## The question

In rocksalt ZrS each zirconium atom sits at the centre of an octahedron of six sulphur atoms. Symmetry guarantees that the force on it vanishes there, but a marble balanced on top of a hill feels no force either. To tell a valley from a hilltop, all zirconium atoms are pushed together along a cube axis while the sulphur atoms stay fixed. If the energy falls, the crystal gains by becoming polar; if it rises, the central site is stable against this shift.

In rocksalt ZrS (two-atom cell, unrelaxed cubic a = 5.250 Å), all Zr atoms are shifted along −z with all else fixed. The runs used Ansatz 0.2.0 with plane-wave PAW, scalar-relativistic PBEsol, no spin polarisation, 420 eV cutoff, 16×16×16 k mesh and 0.15 eV Gaussian smearing. Energies are free energies relative to the undisplaced cell; pressure is positive in compression.

| displacement (Å) | energy change (eV a cell) | force along direction (eV/Å summed over the moved atoms) | pressure (GPa) |
| --- | --- | --- | --- |
| -0.3 | ? | ? | ? |
| -0.15 | ? | ? | ? |
| 0 | 0.000 | 0.000 | -6.46 |
| 0.075 | 0.012 | -0.340 | -6.13 |
| 0.1125 | 0.029 | -0.545 | -5.71 |
| 0.1875 | 0.088 | -1.064 | -4.34 |
| 0.225 | 0.135 | -1.422 | -3.38 |
| 0.2625 | 0.195 | -1.830 | -2.20 |

The undisturbed crystal has space group Fm-3m. Once zirconium is displaced, the two ends of the axis differ and the structure is polar. Two rows on the negative side are open, and the task is to work out what they must contain.

## What symmetry settles

Let $u$ be the displacement, $\Delta E$ the energy change and $F$ the force along direction. Inversion through a zirconium site of the undisturbed crystal turns a shift $u$ into a shift $-u$ and leaves everything else as it was. The energy change and the pressure must therefore be the same at $u$ and $-u$, while the force changes sign. This is exact, so the known rows already describe the other side.

The lowest terms that symmetry allows are

$$F=-(k\,u+q\,u^3),\qquad \Delta E=\tfrac12 k\,u^2+\tfrac14 q\,u^4 .$$

The second expression is the first one integrated, so it brings no new constant. Here $k$ is the stiffness for small shifts, and $q$ says how the stiffness changes further out.

## Why the well steepens

In the known displaced rows the energy lies above that of the central site and the force points back towards it. The force also grows faster than the displacement: their ratio rises from 4.53 eV/Å² at 0.075 Å to 6.97 eV/Å² at 0.2625 Å. The well is thus markedly steeper than a parabola.

The bonds suggest a reason. A shift along the axis shortens one Zr–S bond by $u$ and lengthens the opposite one by $u$, while the four side bonds hardly change length. If $V(r)$ is the energy of one bond of initial length $r_0$, the two axial bonds together give

$$V(r_0-u)+V(r_0+u)=2V(r_0)+V''(r_0)\,u^2+\tfrac{1}{12}V''''(r_0)\,u^4+\dots$$

The odd terms cancel. Repulsion between overlapping electron shells rises steeply as a bond shortens, which makes the fourth derivative positive. The squeezed bond then gains more stiffness than the stretched bond loses, and the well hardens. This is an argument from bonds; the energies alone do not separate repulsion from the response of the bonding electrons.

The pressure fits the same picture. It is negative at the centre, which means that the cell is held larger than it would like to be. In the bond picture, as zirconium moves, the shortened bond loses more of its inward pull than the lengthened one gains, and the average tension falls. The computed stresses show that this relief acts only along the axis: at 0.2625 Å the stress there has turned compressive, while the tension across the axis has grown a little.

## The forecasts

The constants $k$ and $q$ were fitted to the forces of the six known rows, and the pressure was fitted with a constant and terms in $u^2$ and $u^4$. The force fit gives $k=4.35$ eV/Å² and $q=38.2$ eV/Å⁴. For the energy at −0.30 Å this means

$$\Delta E=\tfrac12(4.35)(0.30)^2+\tfrac14(38.2)(0.30)^4\approx0.196+0.077=0.273\ \text{eV}.$$

More than a quarter of the energy comes from the quartic term, so a parabola would fall well short.

The forecasts are:

- At −0.15 Å: energy change 0.054 ± 0.001 eV, force +0.78 ± 0.02 eV/Å, pressure −5.12 ± 0.03 GPa.
- At −0.30 Å: energy change 0.273 ± 0.004 eV, force +2.34 ± 0.06 eV/Å, pressure −0.81 ± 0.08 GPa.

The ranges are judgements, not statistical errors. A shift of 0.15 Å lies between known distances from the centre. A shift of 0.30 Å lies beyond the last one, where the neglected higher terms begin to count, so its ranges are wider.

## The computed values

The withheld rows as computed:

| displacement (Å) | energy change (eV a cell) | force along direction (eV/Å summed over the moved atoms) | pressure (GPa) |
| --- | --- | --- | --- |
| -0.3 | 0.273 | 2.300 | -0.82 |
| -0.15 | 0.054 | 0.782 | -5.11 |

All six values fall within their ranges. The row at −0.15 Å is reproduced almost exactly, as it should be: symmetry carries it to the positive side, where it has known neighbours on both sides.

The row at −0.30 Å is more instructive. Its energy is met, but the computed force of 2.300 eV/Å is 0.037 eV/Å weaker than the fit predicts. That is under 2 % of the force, yet several times the worst misfit among the known rows. A higher term that slows the hardening would have this effect, though one row is not enough to establish it.

The energy can be right while the force is off because energy is the area under the force curve. If the excess builds up evenly over the last 0.0375 Å, it adds only about $\tfrac12\times0.0375\times0.037\approx0.0007$ eV. The force at the end point is the sharper test.

The same row also tests a simpler picture, in which the whole force comes from two opposed exponential repulsions. Their difference is a hyperbolic sine, whose higher terms all add to the hardening. Fitted to the same known rows, it overshoots the force at −0.30 Å by 0.075 eV/Å, twice the miss of the cubic form. Repulsion may well drive the hardening, but a single exponential exaggerates it.

## What the pressure says about the stiffness

Pressure is minus the derivative of energy with respect to volume. Its change with $u$ therefore reveals how the well would alter if the cell were made smaller. Take $\Delta E\approx\tfrac12 k u^2$ and let $u$ scale with the cell edge, so that $u^2$ grows as $V^{2/3}$, where $V$ is now the cell volume. Then

$$\Delta p=-\left(\tfrac12\frac{dk}{dV}+\frac{k}{3V}\right)u^2 .$$

The pressure rises with $u^2$, so the bracket is negative and $k$ must grow as the cell shrinks. With the fitted constants, 1 % less volume makes the well about 7 % stiffer. Since this cell is under tension, its stiffness probably lies below that of the relaxed crystal.

## The answer

The central site is a valley. In a cubic crystal the stiffness $k$ is the same for every direction of a small sublattice shift, so its positive value means that a small shift costs energy in any direction, not only along the axis that was scanned. A separate minimum at a large shift in some other direction is not ruled out by this. The stiffness also sets the frequency of the vibration in which the two sublattices move against each other, about 6.7 THz in the harmonic approximation for this stretched cell. Strains and vibrations of other wavelengths are separate questions. The fits and their misses are in the output below.

Numerical output:

```
fit of force_along_direction on 6 rows: coefficient of displacement -4.353 +/- 0.033, coefficient of u3 -38.19 +/- 0.61; rms 0.00392, worst 0.225 0.0076, leave-one-out rms 0.00815
  rows outside the fit (model, value, miss): -0.3 2.337, 2.3, 0.0369; -0.15 0.7818, 0.782, -0.000164
fit of force_along_direction on 6 rows: coefficient of exp(displacement/s) - exp(-displacement/s) -0.3441 +/- 0.0012, s 0.1537; rms 0.0076, worst 0.225 0.0136, leave-one-out rms 0.0183
  rows outside the fit (model, value, miss): -0.3 2.375, 2.3, 0.0754; -0.15 0.7837, 0.782, 0.00171
fit of pressure on 6 rows: constant -6.46 +/- 0.0028, coefficient of u2 58.53 +/- 0.23, coefficient of u4 47.32 +/- 3.4; rms 0.0026, worst 0.225 0.00485, leave-one-out rms 0.00898
  rows outside the fit (model, value, miss): -0.3 -0.8084, -0.82, 0.0116; -0.15 -5.119, -5.11, -0.0087
force over displacement at 0.075 Å, eV/Å²: 4.533
force over displacement at 0.2625 Å, eV/Å²: 6.971
energy from integrated force at -0.30 and -0.15 Å, eV: 0.2732, 0.0538
its miss (prediction less computed) at -0.30 and -0.15 Å, eV: 0.0002136, -0.0001952
largest gap of integrated force and energy in known rows, eV: 0.0005451
force miss over stated half-width (0.06, 0.02 eV/Å): 0.6155, -0.008204
energy miss over stated half-width (0.004, 0.001 eV): 0.05339, -0.1952
pressure miss over stated half-width (0.08, 0.03 GPa): 0.1446, -0.2898
quartic share of the predicted energy at -0.30 Å, percent: 28.3
shortest Zr-S distance at -0.30 Å, Å: 2.325
percent gain of harmonic stiffness for 1 percent less volume: 6.739
harmonic zone-centre frequency in this stretched cell, THz: 6.689
```
